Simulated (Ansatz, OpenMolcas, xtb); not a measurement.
## CH4ClFOSi (SMILES C[Si](O)(F)Cl): methods side by side

CH4ClFOSi: 9 atoms, total charge 0, spin state singlet. SMILES: `C[Si](O)(F)Cl`. Geometry: relaxed at PBE0-D4/def2-TZVP. This is one conformer, not always the lowest.

```xyz
9

C    -1.1424   -0.1786    0.5122
Si    0.5613    0.2184   -0.0380
O     1.0481   -0.8866   -1.1225
F     1.5533    0.2303    1.2062
Cl    0.6894    2.0975   -0.8451
H    -1.8336   -0.1419   -0.3315
H    -1.4763    0.5347    1.2677
H    -1.1718   -1.1823    0.9424
H     1.8607   -0.7380   -1.6086
```

Each level gives the HOMO–LUMO gap (eV). The values are calculated.

| level | kind | program | value (eV) | CPU time |
| --- | --- | --- | --- | --- |
| GFN0-xTB | semi-empirical | xtb | 6.27 | under 2 s |
| HF/def2-SVP | Hartree–Fock | Ansatz | 17.01 | 2.8 s |
| SVWN5/def2-SVP | LDA | Ansatz | 7.79 | 4.1 s |
| PBE/def2-SVP | GGA | OpenMolcas | 7.81 | 54 s |
| TPSS/def2-SVP | meta-GGA | OpenMolcas | 8.22 | 64 s |
| BHLYP/def2-SVP | global hybrid | Ansatz | 12.45 | 8.7 s |
| wB97X/def2-SVP | range-separated hybrid | Ansatz | 15.05 | 28 s |
| B2PLYP/def2-SVP | double hybrid | OpenMolcas | 12.72 | 37 s |

The values span 6.27 to 17.01 eV. Orbital gaps aren't excitation energies, and those of double hybrids come from the SCF part alone; they tend to grow with the share of exact exchange. Times are those of the runs behind each value, whatever else they computed, on shared processors of several kinds: orders of magnitude only.

Every level gives a wide gap, as expected for a saturated silane with σ bonds and lone pairs but no π system. The highest occupied orbital is probably a chlorine 3p lone pair, since those of oxygen and fluorine are held more tightly, and the lowest empty one probably has Si–Cl σ* character. The semilocal functionals agree closely, from 7.79 to 8.22 eV, whereas the hybrids start at 12.45 eV and Hartree–Fock reaches 17.01 eV. This split probably arises because a semilocal potential acts alike on filled and empty orbitals, while nonlocal exchange stabilises mainly the filled ones and leaves the empty ones exposed to the repulsion of all the electrons. The agreement among the semilocal functionals therefore shows a shared description, not a converged gap. Because the basis lacks diffuse functions and a molecule of this kind hardly binds an extra electron, the empty level is probably an artificially confined continuum state at the Hartree–Fock end, so that gap doesn't establish an electron affinity.
